When phosphine, PH$_3$, loses a hydrogen atom, the radical PH$_2$ stays behind. The energy this takes is the bond energy

$$D = E(\mathrm{PH_2}) + E(\mathrm{H}) - E(\mathrm{PH_3}).$$

The most complete coupled-cluster level used here, CCSDT(Q), gives $D = 3.647$ eV. The table lists how far other levels of theory depart from that value in the same basis. A negative error means that the bond comes out too weak.

Errors in the P–H bond energy of PH$_3$ (relaxed PH$_2$ + H minus PH$_3$), from Ansatz 0.2.0 and afq 1 (in-house AFQMC program), with the def2-TZVP basis, frozen cores and PBE0/def2-SVP geometries. Determinants are RHF for PH$_3$ and UHF for the fragments. ph-AFQMC uses a CISD trial and the phaseless constraint, which released AFQMC lets go.

```tsv
level	this level less the reference (CCSDT(Q), same basis) (meV)	statistical noise, one standard error (meV)
HF	-894.0	0.000
MP2	-79.0	0.000
CCSD	-27.0	0.000
CCSD(T)	0.0	0.000
CCSDT	-2.0	0.000
ph-AFQMC/CISD	2.0	4.000
released AFQMC	0.0	3.000
```

**(a)** Hartree–Fock (HF) makes the bond 894 meV too weak. Explain the sign, and estimate the size from the correlation energy of the valence electrons of PH$_3$, which is 5351 meV at CCSDT(Q) with the cores frozen.

**Solution.** In Hartree–Fock each electron feels only the average field of the others. Real electrons do better, because they avoid one another from moment to moment, and the energy gained in this way is the correlation energy. A lone hydrogen atom has a single electron and therefore none. PH$_3$ has eight valence electrons in four pairs, and breaking the bond parts one of these pairs. Correlation thus stabilises the intact molecule more than its fragments, and a theory without it makes the bond too weak.

The size can be estimated by counting couples of electrons. PH$_3$ has four valence electrons of each spin, which makes $4\times4=16$ couples of opposite spin and $6+6=12$ of like spin. PH$_2$ has four of one spin and three of the other, which makes $4\times3=12$ and $6+3=9$. Both counts fall by a quarter. It therefore doesn't matter that electrons of like spin, which the Pauli principle already keeps apart, contribute less.

If each kind of couple contributes the same on average before and after the break, a quarter of the correlation energy is lost:

$$\Delta E_\mathrm{corr} \approx \tfrac14 \times 5351\ \mathrm{meV} \approx 1338\ \mathrm{meV}.$$

Nothing in this estimate is fitted. Set against the 894 meV of the table, it has the right sign and order of magnitude but is too large by half.

The miss says something about the radical: PH$_2$ keeps more correlation energy than its number of electrons suggests. A likely reason is the half-empty 3p orbital that the departing hydrogen leaves on phosphorus. An electron of suitable spin can move into it at little cost while a second electron is excited elsewhere, which gives the two a new way to avoid each other. In PH$_3$ the bonding and lone-pair orbitals are full, and the next empty orbitals lie much higher. This argument rests on general theory; no calculation here isolates the effect. The estimate also assumes that the bonds and the lone pair hold equal shares of the correlation energy, and part of the miss may lie there.

**(b)** Second-order perturbation theory (MP2) recovers only 81% of the correlation energy of PH$_3$, so its total energy is still about 1 eV too high. Why is its bond energy wrong by only 79 meV?

**Solution.** The bond energy is a difference, so an error made equally on both sides drops out. Let $\delta$ stand for the value at some level less the value at CCSDT(Q). The hydrogen atom has no correlation to get wrong, which leaves

$$\delta D = \delta E(\mathrm{PH_2}) - \delta E(\mathrm{PH_3}).$$

The same calculations give $\delta E(\mathrm{PH_3}) = 1018$ meV for MP2. With the bond error from the table, the error of the radical must be 939 meV. MP2 therefore describes both species poorly, but almost equally poorly.

There is a physical reason for much of this likeness. MP2 adds up the first response of each couple of electrons to their mutual repulsion, and it doesn't let these responses act on one another. That neglect affects the lone pair and the two P–H bonds that survive, and these are present before and after the break. Only what belongs to the broken bond, or to the changed surroundings of the phosphorus atom, can show up in $D$.

The cancellation is nevertheless better than the count in part (a) would lead one to hope. If the MP2 error also fell by a quarter, about 255 meV of it would remain in the bond energy, not 79 meV. For its number of electrons, then, the radical is the harder case for MP2. The half-empty orbital may again be responsible, since a first response is least adequate where an excitation costs little energy, but this is a guess. Part of the good MP2 result is thus a fortunate balance between two large errors.

CCSD shows the difference between a better description and a better balance. It lets the responses of the electron couples act on one another, and the error in the total energy of PH$_3$ falls about fivefold, to 198 meV. The bond error falls only about threefold, to 27 meV. The step from MP2 to CCSD therefore improves the description of the molecule more than the bond energy alone reveals.

**(c)** CCSD(T) reproduces the reference to the last digit, while the more complete CCSDT is 2 meV off. Is CCSD(T) the better theory? What do the two rows of auxiliary-field quantum Monte Carlo (AFQMC) add, and which levels would serve for phosphine as a source of phosphorus in device making?

**Solution.** The zero of CCSD(T) is a cancellation of the kind met in part (b), only on a smaller scale. CCSD leaves out the joint motion of three electrons that cannot be built from the motion of fewer. CCSD(T) adds it approximately, which lowers PH$_3$ by 168 meV but strengthens the bond by only 27 meV. The total energy of PH$_3$ is then still 30 meV too high, and since the bond error is zero, that of PH$_2$ must be too high by the same amount.

CCSDT treats the three-electron motion in full and brings the total energy of PH$_3$ to within about 6 meV of the reference. For the molecule itself it is clearly the closer theory. What separates it from CCSDT(Q) is the joint motion of four electrons, and the 2 meV in the table is the part of this that differs between molecule and radical. So the order of these two rows reflects how well errors cancel, not how good the theories are. The printed output after this text sets the errors of molecule and radical side by side.

The AFQMC rows reach the bond energy by another route, with random walks in place of a series of excitations. Their results, $2\pm4$ and $0\pm3$ meV, agree with the reference, but they can't rank CCSD(T) against CCSDT, which differ by less than the noise. For the constrained walk (ph-AFQMC), the quoted noise doesn't include the bias of the constraint. The agreement of the released walk is also partly built in, because the reference was accepted only if the two agreed within 25 to 40 meV. These rows therefore support the reference without proving it to the last few meV.

Phosphine supplies phosphorus for n-type doping of silicon and for growing III–V layers such as indium phosphide. There the strength of the P–H bond helps to decide how readily the gas breaks up on heating. An error $\delta D$ that enters an equilibrium in full changes its constant by a factor $\exp(|\delta D|/k_\mathrm{B}T)$, where $k_\mathrm{B}T$ is about 78 meV at a rough growth temperature of 900 K. For Hartree–Fock the factor is about a hundred thousand, for MP2 about three, and for CCSD about 1.4.

Measured against the reference in this basis, Hartree–Fock is thus useless for this gas-phase step, MP2 is off by a small factor, and from CCSD(T) on the level of theory hardly matters. A real equilibrium constant also needs the vibrations of the molecule and its fragments, which $D$ leaves out. The error of the finite basis comes on top; it differs from level to level, the table doesn't show it, and it may well exceed the small errors of the better levels. On a hot surface the fragments also bind to the solid, which changes the energy balance itself.

Numerical output:

```
Bond energy by level:
             row  bond energy meV  error in percent of bond energy  percent of HF error removed  percent of PH3 correlation recovered  error over largest AFQMC noise
              HF             2753                           -24.51                            0                                     0                           223.5
             MP2             3568                           -2.166                        91.16                                 80.97                           19.75
            CCSD             3620                          -0.7403                        96.98                                 96.31                            6.75
         CCSD(T)             3647                                0                          100                                 99.45                               0
           CCSDT             3645                         -0.05484                        99.78                                 99.88                             0.5
   ph-AFQMC/CISD             3649                          0.05484                        99.78                                 99.92                             0.5
  released AFQMC             3647                                0                          100                                   100                               0
Errors of the totals against CCSDT(Q) in meV (walk rows carry noise):
             row  PH3 error  noise of PH3 total  implied PH2 error  change of bond energy from row above  change of PH3 total from row above
              HF       5351                   0               4457                                   n/a                                 n/a
             MP2       1018                   0              939.3                                   815                               -4333
            CCSD      197.7                   0              170.7                                    52                              -820.6
         CCSD(T)      29.69                   0              29.69                                    27                                -168
           CCSDT       6.43                   0               4.43                                    -2                              -23.26
   ph-AFQMC/CISD       4.54                 2.7               6.54                                     4                               -1.89
  released AFQMC      -0.64                 2.9              -0.64                                    -2                               -5.18
Percent of the PH3 error that survives in the bond energy (HF, MP2, CCSD, CCSD(T), CCSDT): HF 16.71, MP2 7.758, CCSD 13.66, CCSD(T) 0, CCSDT 31.1
Correlation energy of PH3 at CCSDT(Q), meV: 5351
Correlation energy implied for PH2, meV: 4457
Correlation energy lost on breaking the bond, meV: 894
Estimate of that loss as one of four valence pairs, meV: 1338
Estimate over computed loss, ratio: 1.496
Thermal energy at roughly 900 K, meV: 77.56
```
